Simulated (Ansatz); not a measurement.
A ladder of methods for BH5O (B(H2O)H3)

BH5O: 7 atoms, total charge 0, spin state singlet. As SMILES, `[H]B([H])([H])<-O`. The coordinates come from a GFN2-xTB relaxation.

```csv
atom,x (Å),y (Å),z (Å)
B,0.0678,-0.1117,-0.6689
O,0.1008,-0.1466,1.0307
H,-0.8361,-0.1426,1.2525
H,0.4863,0.7089,1.2448
H,1.2101,-0.0685,-0.9703
H,-0.5443,0.8763,-0.9302
H,-0.4847,-1.1158,-0.9586
```

Quantity: the energy change with the O2–H4 bond stretched from 0.962 to 2.406 Å, in eV. The values are calculated.

```csv
level,kind,program,value (eV),less FCI/STO-3G
BLYP/STO-3G (restricted),GGA,Ansatz,5.59,+1.12
revPBE/STO-3G (restricted),GGA,Ansatz,5.62,+1.15
wB97M-V/STO-3G (restricted),range-separated hybrid,Ansatz,7.48,+3.01
MP2/STO-3G (restricted),perturbation theory,Ansatz,6.21,+1.74
CCSD(T)/STO-3G (restricted),coupled cluster or CI,Ansatz,4.22,-0.25
CCSD/STO-3G (restricted),coupled cluster or CI,Ansatz,4.59,+0.12
CCSDT(Q)/STO-3G (restricted),coupled cluster or CI,Ansatz,4.50,+0.03
FCI/STO-3G,exact in the basis,Ansatz,4.47,0.00
```

FCI/STO-3G is exact within its basis and frozen core, so for wave-function methods in that basis the difference is their error; functionals converge differently with the basis, so for them it is only a difference. The first shape isn't each level's own minimum. The values span 4.22 to 7.48 eV. All rows use very small basis sets, so none should be taken for the real molecule's value.

Stretching the O–H bond brings its σ and σ* orbitals close in energy, so the singlet needs at least two configurations to describe two separating, spin-coupled electrons. A restricted single determinant instead retains too much ionic character, which raises the energy of the stretched structure. MP2 recovers too little of the resulting static correlation and lies 1.74 eV above FCI, whereas CCSD comes within 0.12 eV.

Adding perturbative triples does not improve on this: CCSD(T) overshoots and falls below FCI by 0.25 eV, as expected when small orbital-energy denominators inflate the correction. CCSDT(Q), which treats the triples iteratively, removes most of that imbalance. The usual ranking of CCSD(T) above CCSD therefore fails for this stretch.

The two GGAs nearly coincide, while wB97M-V gives a much larger stretching energy, probably because its exact exchange penalises the restricted stretched state more strongly. A single stretched geometry doesn't show whether the close agreement of CCSDT(Q) with FCI would persist towards full dissociation.
